The atomization energy is the energy needed to pull a molecule apart into free atoms: the energies of the atoms added up, less the energy of the molecule, here with the nuclei at rest. Each level of theory was applied to both sides in the same basis, and the result is compared with that of CCSDT(Q). A positive error means that a level binds the molecule too strongly. The molecule is a planar triplet H₂B–B with both hydrogens on one boron, with one unpaired σ and one unpaired π electron. It lies above the linear HBBH, so its atomization energy isn't that of the most stable B₂H₂.

Errors in the atomization energy of neutral triplet B₂H₂ (H₂B–B), without zero-point energy, computed with Ansatz 0.2.0 and the in-house AFQMC program afq 1. All levels use the cc-pVTZ basis, frozen cores and the PBE0/def2-TZVP geometry, with a UHF determinant for the molecule; the reference is CCSDT(Q).

```
         level  this level less the reference (CCSDT(Q), same basis) (meV)  statistical noise, one standard error (meV)
            HF                                                     -1478.0                                        0.000
           MP2                                                       179.0                                        0.000
          CCSD                                                      -133.0                                        0.000
       CCSD(T)                                                       -22.0                                        0.000
   ph-AFQMC/HF                                                       221.0                                       24.000
 ph-AFQMC/CISD                                                        -3.0                                        4.000
released AFQMC                                                         3.0                                        5.000
```

A useful yardstick for thermochemistry is 1 kcal/mol, or 43 meV. Hartree–Fock (HF) misses it by far: its error of −1478 meV is 14 % of the reference atomization energy. MP2 and CCSD are both off by 3 to 4 kcal/mol, but in opposite directions. CCSD(T), at −22 meV, is the first of the coupled-cluster levels to come within the yardstick.

The reason for this order lies in the subtraction. The error of an atomization energy is the error of the atoms less the error of the molecule, so a level may describe the molecule fairly well and still fail because the atoms come out worse. The total energies of the molecule from the same runs give its error directly, and adding the error in the table gives that of the atoms. A hydrogen atom has a single electron, for which HF is already exact within the basis. What remains on the atomic side therefore belongs to the two boron atoms.

HF fails because it leaves out electron correlation, the way in which electrons avoid each other beyond their average repulsion. This is worth 5.09 eV in the molecule but only 3.62 eV in the atoms. The direction follows from counting pairs, since correlation is strongest between electrons of opposite spin that share an orbital. Two separate boron atoms hold two such valence pairs, while the molecule holds three. Bond formation thus creates correlation energy that HF can't see.

A simple model follows. Suppose that a level fails to recover the same share of the correlation energy in the molecule and in the atoms. The error in the atomization energy is then that share times the HF error. For CCSD, the molecule lies 228 meV above the reference, which is 4.5 % of its correlation energy, and 4.5 % of −1478 meV is about −66 meV.

The table has −133 meV for CCSD, so the model gets the sign right but only half the size. For CCSD(T) it gives −13 meV, again with the right sign and too small. No constant was adjusted: the share comes from the molecular energy and the scale from the HF row, which the model therefore reproduces by construction. The printed analysis below applies it to every row.

What the model leaves out is that the joint motion of three electrons, which CCSD treats incompletely, weighs more in the molecule than in the atoms. A boron atom has three valence electrons and so only one such triple, while the molecule has eight valence electrons and many triples. The numbers bear this out: the correction (T) lowers the molecule by 183 meV but the two atoms together by only 72 meV. CCSD therefore underbinds by more than an equal share would suggest, and (T) removes most of the error.

For MP2 the model fails even in sign, and this failure is instructive. MP2 recovers 80 % of the correlation energy in the molecule but only 66 % in the atoms. The atoms thus lie too high by more than the molecule does, and the difference appears as overbinding. That MP2 looks about as good as CCSD in the table comes from two errors of more than 1 eV each, which largely cancel.

The likely cause is a well-known property of boron. Its empty 2p orbitals lie close to the filled 2s orbital, so the configuration in which the 2s pair has moved into 2p mixes strongly into the true state. Second-order theory gives only the first response to this mixing, and the higher orders add a good deal more. In the molecule, bonding turns much of 2s and 2p into bonding and antibonding combinations that lie further apart. This should weaken the effect, though not remove it, since the outer boron keeps a largely empty 2p orbital in the molecular plane. The energies show that the atoms have the larger error; that near-degeneracy is the cause is an argument from theory.

The same weakness returns in a quite different method. Auxiliary-field quantum Monte Carlo (AFQMC) lets a population of random walkers evolve towards the ground state. Its phaseless form (ph-AFQMC) uses a trial wave function to keep their complex phases under control, at the price of a bias that depends on the trial. With an HF trial the molecule lies only 54 meV above the reference, almost as close as with CCSD(T). Yet the atomization energy is too large by 221 meV, because the two atoms lie about 275 meV too high.

A single determinant doesn't contain the configuration with the 2s pair moved into 2p, which is probably why it's a poor guide for a boron atom. Noise doesn't explain the error, which is nine times its standard error. The molecular run was still drifting somewhat, which makes the energy of the molecule, and with it the size of the overbinding, less certain than the noise suggests. The error of the atoms comes from separate runs and isn't affected. Longer sampling would reduce the noise, but it would leave the bias in place.

A better trial removes most of the bias. CISD adds single and double excitations to the determinant and so includes the shift of the 2s pair. For a boron atom with three valence electrons, it lacks only the triple excitations. The error of the atomization energy falls to −3 meV, with a noise of 4 meV.

This excellent figure owes something to cancellation, since molecule and atoms each lie about 10 meV too high. When the constraint is let go, in the row named released AFQMC, the molecule drops by about 13 meV, but the atomization energy stays equal to the reference within its noise. For a total energy, then, the remaining bias of the CISD trial may still matter. For this atomization energy it can't be resolved.

The reference itself looks well settled within its basis. The last correction, (Q), lowers the molecule by only 8 meV relative to CCSDT. The agreement with released AFQMC is reassuring but isn't an independent test, because the reference was accepted only if the two methods agreed within 25 to 40 meV. Differences of a few meV between the best rows shouldn't be used to rank them.

The choice of level depends on the accuracy that a purpose needs. The step from MP2 to CCSD changes the atomization energy by −312 meV, and the step from CCSD to CCSD(T) brings back 111 meV. Both exceed 1 kcal/mol, so neither MP2 nor CCSD is a safe stopping point for thermochemistry here. The 22 meV that remain after CCSD(T) matter only if the target is finer than about half a kcal/mol.

Such a target also demands more than a better treatment of correlation. All errors here are measured within one triple-zeta basis and with frozen cores. As a rough recalled size, such a basis may leave an error of the order of 0.1 eV in an atomization energy of this kind, more than the whole step from CCSD(T) to the reference. The zero-point energy, which a comparison with experiment needs as well, is larger still.

Cost points the same way. By formal scaling, a system twice as large makes CCSD(T) about 128 times as expensive and CCSDT(Q) about 512 times. AFQMC grows more gently with size, but halving its noise takes four times as many samples, and a CISD trial makes each sample dearer than an HF trial does. Letting the constraint go costs most in noise, because the phases of the walkers spread and their contributions increasingly cancel.

For this molecule, the sensible course is to take CCSD(T) and spend the next effort on a larger basis. CCSDT(Q), or AFQMC with a CISD trial, becomes worthwhile once the basis error has been brought down to a few tens of meV. In choosing a cheaper level, check the free atoms as carefully as the molecule: where an atom has a filled s shell close to empty p orbitals, a good molecular energy is no guarantee of a good atomization energy.

Printed output of the fit:

```
Where the error sits:
             row  molecule above reference meV  two B atoms above reference meV  correlation recovered in molecule %  correlation recovered in atoms %
              HF                          5094                             3616                                    0                                 0
             MP2                          1039                             1218                                79.61                             66.33
            CCSD                         227.7                            94.72                                95.53                             97.38
         CCSD(T)                         44.89                            22.89                                99.12                             99.37
     ph-AFQMC/HF                         53.92                            274.9                                98.94                              92.4
   ph-AFQMC/CISD                         12.49                             9.49                                99.75                             99.74
  released AFQMC                         -0.68                             2.32                                  100                             99.94
Error of the atomization energy:
             row  error meV  error kcal/mol  equal-share model meV  model less table meV
              HF      -1478          -34.08                  -1478                     0
             MP2        179           4.128                 -301.4                -480.4
            CCSD       -133          -3.067                 -66.07                 66.93
         CCSD(T)        -22         -0.5073                 -13.02                 8.976
     ph-AFQMC/HF        221           5.096                 -15.64                -236.6
   ph-AFQMC/CISD         -3        -0.06918                 -3.624               -0.6236
  released AFQMC          3         0.06918                 0.1973                -2.803
One kcal/mol in meV: 43.36
Correlation energy of the molecule in eV: 5.094
Correlation energy of the two B atoms in eV: 3.616
HF error in % of the reference atomization energy: -13.83
Step from HF to MP2 in meV: 1657
Step from MP2 to CCSD in meV: -312
Step from CCSD to CCSD(T) in meV: 111
Lowering by (T) in the molecule in meV: 182.8
Lowering by (T) in the two atoms in meV: 71.83
Error of AFQMC with HF trial over its noise: 9.208
Noise of the atoms' share with HF trial in meV: 12.66
Factor in samples to bring the HF-trial noise to that of the CISD trial: 36
Lowering of the molecule on release of the constraint in meV: 13.17
CCSDT above CCSDT(Q) in the molecule in meV: 8.24
Free projection above CCSDT(Q) in the molecule in meV (noise 8): 2.9
Formal cost factor of CCSD(T) for a system twice as large: 128
Formal cost factor of CCSDT(Q) for a system twice as large: 512
```
